## Reading the charges in an indium phosphide nitride

Count electrons by the octet rule in In₃PN₂ and every atom carries a charge of three units: +3 on indium, −3 on phosphorus and on nitrogen. In the crystal the atoms share electrons across bonds between 2 and 3 Å long, and the charge that an atom holds depends on where its boundary is drawn. A Bader charge draws it where the electron density passes through a minimum between neighbours. The cell below is a hypothetical ordered arrangement in which each indium binds four anions and each anion binds four indium atoms.

In₃PN₂ (space group Imm2, six-atom cell) at fixed atomic positions, computed with Ansatz 0.2.0: PBE, scalar-relativistic PAW, no spin polarisation, plane-wave cutoff 420 eV, 10×10×10 k mesh, Gaussian smearing of 0.1 eV. The s, p and d electrons are Löwdin populations, set to zero for shells that the PAW datasets lack; Bader volumes leave out near-empty space.

```tsv
row	bader charge (e)	element	s electrons (e)	p electrons (e)	d electrons (e)	bader volume (Å³)
1	1.292	In	0.907	1.385	9.979	18.200
2	1.292	In	0.907	1.385	9.979	18.200
3	1.139	In	0.930	1.516	9.977	18.520
4	-0.953	P	1.416	3.892	0.000	27.040
5	-1.385	N	1.564	4.241	0.000	16.080
6	-1.385	N	1.564	4.241	0.000	16.080
```

The s, p and d electrons are counted differently, by projecting the electronic states on atomic orbitals (Löwdin populations). Rows 1 and 2 are equivalent by symmetry, as are rows 5 and 6, so the table holds four independent atoms.

### 1. Which anion takes more charge?

Nitrogen does, with a Bader charge of −1.39 e against −0.95 e for phosphorus. Both have four indium neighbours and the same number of valence electrons, so the difference has to come from the element. Nitrogen is the more electronegative: its valence shell lies closer to the nucleus and binds electrons more strongly. The shared electrons of an In–N bond therefore sit nearer to the anion than those of an In–P bond.

### 2. Why, then, is phosphorus the larger atom?

Its Bader volume is 1.7 times that of nitrogen, although it has gained less charge. Volume follows the reach of the valence shell more than the number of electrons in it. Phosphorus binds with its 3s and 3p electrons, which extend further out than the 2s and 2p electrons of nitrogen. A large atomic volume is thus a poor sign of a large negative charge.

### 3. Is the indium really In³⁺?

As a label for counting electrons, yes; as a picture of the density, no. The Bader charges of indium are only about 40 % of the formal +3. The 5s shell, which would be empty in a free In³⁺ ion and full in In⁺, holds about 0.9 electrons on all three indium atoms. This is what polar covalent bonds look like: the 5s electrons are neither given away nor kept as a lone pair, but shared.

### 4. Why is one indium atom less positive than the other two?

The indium in row 3 has a charge of 1.14 e, the other two 1.29 e. The atomic positions show what sets it apart: it binds two nitrogen and two phosphorus atoms, while each of the others binds three nitrogen atoms and one phosphorus. One neighbour that pulls strongly has been replaced by one that pulls less, so more electron density stays on the metal. It is a change in the sharing, not in the oxidation state.

The orbital populations agree. The indium in row 3 holds 0.13 more electrons in its 5p shell, and the 5s shell adds only a little to this. The 5p functions reach far into the bonds, so part of that count is density that could as well be assigned to the anions.

### 5. Can the difference be estimated by counting bonds?

Suppose that each anion draws its charge in equal parts through its four bonds. An In–N bond then takes $1.385/4 = 0.346$ e from indium, and an In–P bond takes $0.953/4 = 0.238$ e. The charge of an indium atom with $n_\mathrm{N}$ nitrogen and $n_\mathrm{P}$ phosphorus neighbours follows as

$$q_\mathrm{In} = 0.346\,n_\mathrm{N} + 0.238\,n_\mathrm{P}.$$

For three nitrogen atoms and one phosphorus this gives 1.28 e, and for two of each 1.17 e. The anion charges went into the estimate and the indium charges did not. Yet the cell is neutral, so the total over the three indium atoms comes out right by construction. The real test is the difference between the two kinds of indium, and it is a single test.

The estimate gives a difference of 0.11 e where the calculation has 0.15 e. Counting neighbours thus yields the right sign and about 70 % of the size. If charge passes only along these bonds, the shortfall means that bonds between the same two elements do not all transfer the same amount. One possible reason is bond length, since the In–P bonds are 2.52 Å long at the indium of row 3 and 2.56 Å at the others, but this is a guess.

### 6. Which digits can be trusted?

As a measure of how ionic a single atom is, hardly the first. Neutral indium enters this calculation with 13 valence electrons; subtracting the s, p and d populations of row 1 leaves a Löwdin charge of $13 - 0.907 - 1.385 - 9.979 = 0.729$ e. The Bader charge of the same atom is 1.29 e. Neither is wrong, because they share out the same electrons by different rules.

Differences between like atoms hold up better. The two kinds of indium differ by 0.15 e in both counts, while nitrogen and phosphorus differ by 0.43 e in one and 0.50 e in the other. A contrast of a tenth of an electron between two atoms of one element, seen in both counts, is therefore worth explaining. A charge from one scheme should not be compared with a charge from the other.

### 7. What would change with another element or another setting?

Replacing a phosphorus neighbour by nitrogen should make an indium atom more positive by one or two tenths of an electron, as the step from row 3 to row 1 suggests. The direction can be guessed for arsenic and antimony too, which also take up three electrons by the octet rule. Both are less electronegative than nitrogen, so in its place they should leave more electron density on the metal. For oxygen or fluorine electronegativity alone does not settle the matter, because these atoms have room for fewer electrons. The size of the change is less certain in every case, because a new neighbour also changes the bond lengths.

Allowing spin polarisation should matter little, since the octet count leaves no unpaired electrons. The density functional deserves more care. The calculation finds no band gap, which may be an artefact, as PBE is known to make gaps too small and even closes that of indium nitride. Very few electronic states lie near the Fermi level, so filling them wrongly would hardly move the charges. A functional that opens the gap could still shift the density in all the bonds, and that remains untested here.

### 8. What does this crystal leave open?

The indium atom with more phosphorus around it also has the shorter In–P bonds. One crystal cannot tell how much of the 0.15 e belongs to the kind of neighbour and how much to its distance. Moving only the phosphorus atoms until all In–P bonds are equally long, with every neighbour kept, would test the part played by the length of these bonds. If the difference then fell to what the bond count gives for the new anion charges, that length would be the likely cause of the rest.
